**Student:** My silicon MP2 energy drifts as $N_k^{-1/3}$ unless I shift the occupied levels. CCD uses the same denominators. Why may it skip the shift?

**Lecturer:** Follow the shift. Take a $\Gamma$-centred $n\times n\times n$ mesh, $N_k=n^3$, primitive volume $\Omega_0$, Bloch orbitals normalised in the supercell, and $e^2$ for $e^2/4\pi\epsilon_0=14.40$ eV Å. The kernel $4\pi e^2/|q+G|^2$ loses its $q+G=0$ point. A sphere of radius $q_0\propto N_k^{-1/3}$ around that point holds $\int d^3q\,(2\pi)^{-3}4\pi e^2/q^2=2e^2q_0/\pi$, which sets the scaling. The constant that restores it is the Madelung constant $\xi<0$ of the supercell lattice. At $q=0$ the overlaps are Kronecker deltas, so the correction is
$$\langle pq|rs\rangle\to\langle pq|rs\rangle-\xi\,\delta_{pr}\delta_{qs}.$$
In the Fock operator its direct part is common to all orbitals and leaves the denominators. Its exchange part moves only occupied levels, $\varepsilon_i\to\varepsilon_i+\xi$, so $D=\varepsilon_i+\varepsilon_j-\varepsilon_a-\varepsilon_b\to D+2\xi$. An Ewald sum for the fcc supercell gives $\xi=-4.585\,e^2/(na)$, and the typical $a=5.431$ Å gives $\xi=-12.16\ \text{eV}/n$. At $4^3$ its size is 3.04 eV, 2.7 times the compiled gap of 1.12 eV (Wing 2021), though $D$ holds the wider Hartree–Fock gaps.

**Student:** Then CCD suffers too.

**Lecturer:** Write it in spin orbitals, with $P(ij)=1-(i\leftrightarrow j)$:
$$D\,t_{ij}^{ab}=\langle ab\|ij\rangle+\tfrac12\sum_{cd}\langle ab\|cd\rangle t_{ij}^{cd}+\tfrac12\sum_{kl}\langle kl\|ij\rangle t_{kl}^{ab}+P(ij)P(ab)\sum_{kc}\langle kb\|cj\rangle t_{ik}^{ac}+O(t^2).$$
Each ladder gains $-\xi t$. In $\langle kb\|cj\rangle=\langle kb|cj\rangle-\langle kb|jc\rangle$ only the crossed piece changes, by $+\xi\delta_{kj}\delta_{bc}$, and the four permutations give $+4\xi t$. The source and the quadratic terms hold only occupied–virtual pair densities and gain nothing. The right side thus gains $2\xi t$, and so does the left. Correct both or neither and the converged amplitudes are identical. MP2 keeps only the source, so nothing offsets its $2\xi$.

**Student:** And what remains?

**Lecturer:** Terms such as $\langle ab|ij\rangle\propto(q\cdot d)(q\cdot d')/q^2$, with transition dipoles $d,d'$: bounded, direction dependent at $q=0$, and mis-sampled at one point of weight $1/N_k$. Xing and Lin (2024) analysed this $1/N_k$ law for gapped crystals.

**Student:** I want an exact answer to compare with.

**Lecturer:** Correlate one Si–Si bond per supercell and freeze the rest. Two electrons, two point sites $2d=\sqrt3a/4=2.352$ Å apart, hopping $t$, repulsion $U$ on site and $V$ between sites. With bonding orbital $i$ and antibonding $a$, every Coulomb integral is $J=(U+V)/2$, the exchange integral is $K=(U-V)/2$, and $\Delta=\varepsilon_a-\varepsilon_i=2t+J-K=2t+V$. Inversion removes singles, so full CI couples $i^2$ to $a^2$, which lies $4t$ higher, through $K$:
$$E_c=2t-\sqrt{4t^2+K^2}.$$
CCD for the amplitude $\tau$, with $E_c=K\tau$, has $2J$ from the ladders and $-4J+2K$ from the particle–hole terms, together $-2V$:
$$-2\Delta\,\tau=K-2V\tau-K\tau^2 .$$
The $2V\tau$ cancels, and the root is the full CI one. MP2 is $-K^2/2\Delta$. Assumed inputs $t=4$, $U=10$, $V=6$ eV give $K=2$, $\Delta=14$ eV, the exact $E_c=-246.2$ meV and MP2 $-142.9$ meV, an error of $+103$ meV.

**Student:** Where is the mesh?

**Lecturer:** In the periodic interaction. For a cubic lattice of cell volume $N_k\Omega_0$ it is $e^2/r+\xi+2\pi e^2r^2/(3N_k\Omega_0)+\dots$; the $r^2$ term has Laplacian $4\pi e^2/N_k\Omega_0$, from the neutralising background. So $U_N=U+\xi$ and $V_N=V+\xi+2\eta$, with
$$\eta=\frac{4\pi e^2d^2}{3N_k\Omega_0}=\frac{\pi e^2}{4aN_k}=\frac{2.082\ \text{eV}}{N_k},\qquad\Omega_0=a^3/4 .$$
Higher multipoles change $2\eta$ by 1.6 % at $2^3$ and fall faster; the model omits them. Then $K_N=K-\eta$ is free of $\xi$, while $\Delta_N=\Delta+\xi+2\eta$ is not. To first order, each method departs from its own infinite-mesh limit by

- CCD: $K\eta/\sqrt{4t^2+K^2}=+505\ \text{meV}/N_k$,
- corrected MP2: $\eta\,(K/\Delta+K^2/\Delta^2)=+340\ \text{meV}/N_k$,
- uncorrected MP2: $K^2\xi/2\Delta^2=-124\ \text{meV}/n$.

Correcting only the orbital energies in CCD turns $2t$ into $2t-\xi$ and brings back $1/n$: an error of $+72$ meV at $4^3$, against $+7.8$ meV.

**Student:** A dimer costs nothing. What do I pay in the crystal?

**Lecturer:** Count the closed-shell $k$-point algorithm with density fitting: $n_o$ occupied bands, $n_v$ virtual, $X$ fitting functions per cell. Momentum conservation leaves three free $k$ in a four-index quantity and two in a three-index factor. MP2 assembles $N_k^3n_o^2n_v^2$ integrals at $X$ multiply-adds each and stores only the factors. The CCD particle ladder sums each amplitude over $c,d$ and one more $k$, and rebuilds its $N_k^3n_v^4$ integrals in each of $m$ iterations:
$$W_{\rm MP2}=N_k^3n_o^2n_v^2X,\qquad M_{\rm MP2}=N_k^2n_on_vX,$$
$$W_{\rm CCD}=mN_k^3n_v^4(N_kn_o^2+X),\qquad M_{\rm CCD}=N_k^3n_o^2n_v^2+N_k^2n_v^2X .$$
The Madelung shift is free. So the finite-size error falls as $W^{-1/9}$ for uncorrected MP2, $W^{-1/3}$ for corrected MP2 and $W^{-1/4}$ for CCD. Silicon has $n_o=4$ valence bands; assume $n_v=22$, $X=80$, $m=10$. Each of the few particle–hole contractions costs $n_o/n_v=0.18$ of the ladder sum; doubling $W_{\rm CCD}$ to cover them changes no choice below. Work is in units of MP2 at $2^3$, memory at 16 bytes per number with one amplitude copy, errors in meV per bond against the exact infinite-mesh $E_c$.

| mesh | $W_{\rm MP2}$ | GB | MP2 uncorr. | MP2 corr. | $W_{\rm CCD}$ | GB | CCD |
|---|---|---|---|---|---|---|---|
| $2^3$ | 1 | 0.0072 | +67 | +142 | $7.9\times10^2$ | 0.10 | +59 |
| $3^3$ | 38 | 0.082 | +63 | +116 | $7.4\times10^4$ | 2.9 | +18 |
| $4^3$ | 512 | 0.46 | +71 | +109 | $2.1\times10^6$ | 35 | +7.8 |
| $6^3$ | $2.0\times10^4$ | 5.3 | +81 | +105 | $2.6\times10^8$ | $1.3\times10^3$ | +2.3 |
| $\infty$ | | | +103 | +103 | | | 0 |

**Student:** Your table betrays you. Uncorrected MP2 is closer on every mesh.

**Lecturer:** In this model, yes, by cancellation. At $2^3$ the $+67$ is $+103$ from the method and $-36$ from the mesh. There $V_N=0.44$ eV, so the term $-2V_N\tau$ that MP2 lacks nearly vanishes. More work makes it worse beyond $3^3$, and wherever converged MP2 overshoots the exact energy, the $\xi$ term adds to the miss.

**Student:** Does the exponent matter at meshes I can afford?

**Lecturer:** It licenses extrapolation. With a $1/N_k$ law, $E^{\rm x}=(27E_{3}-8E_{2})/19$ removes the leading term, $E_n$ being the energy on mesh $n^3$. Corrected MP2 lands $+1.1$ meV from its own limit. Uncorrected MP2 lands $-42$ meV from it, since the law is wrong; reaching 2 meV directly needs $n\approx62$, or $2.6\times10^{13}$ units. Since corrected MP2 and CCD share the law, MP2 can also carry part of the CCD mesh correction.

| scheme | work | GB | error (meV) |
|---|---|---|---|
| A: corrected MP2, $E^{\rm x}$ | 39 | 0.082 | +104 |
| B: $E_2^{\rm CCD}+E^{\rm x}_{\rm MP2}-E_2^{\rm MP2}$, corrected MP2 | $8.3\times10^2$ | 0.10 | +22 |
| C: CCD, $E^{\rm x}$ | $7.5\times10^4$ | 2.9 | +1.2 |

B leaves 22 meV mainly because 340 is not 505.

**Student:** So what do I run?

**Lecturer:** By accuracy first.

- 100 meV: uncorrected MP2 at $2^3$, one unit, passes in the model through that cancellation. Corrected MP2 never passes, so the cheapest entry that does not rely on it is CCD at $2^3$.
- 25 meV: B, 90 times cheaper than CCD at $3^3$.
- 3 meV: C. Direct CCD gives $+4.0$ meV at $5^3$ and needs $6^3$, $3.5\times10^3$ times the work of C.

By budget:

- $10^2$ units: only MP2 fits. Of the schemes above, the smallest error is uncorrected $E^{\rm x}$, $+62$ meV at 39 units, just under uncorrected $3^3$, both by luck; A delivers the MP2 limit, a defined quantity, so I would report A.
- $10^4$ units: B.
- $10^6$ units and 10 GB: C; $4^3$ breaks both limits.

**Student:** CCD is exact here only because two electrons correlate.

**Lecturer:** Right, and silicon adds singles, triples and inter-bond pairs, so the last column shows mesh error only. These numbers are the model's. Its 246.2 meV is roughly eight times below the typical valence correlation energy of silicon, about 2 eV per bond, as one antibonding orbital gives only left–right correlation. The frozen bonds also cannot screen the dipole behind $\eta$, so the $1/N_k$ prefactors do not transfer. The exponents, the size of $\xi$ and the rule do: shift the occupied levels in MP2 and in the MP2 part of B, and in converged CCD correct both sides or neither.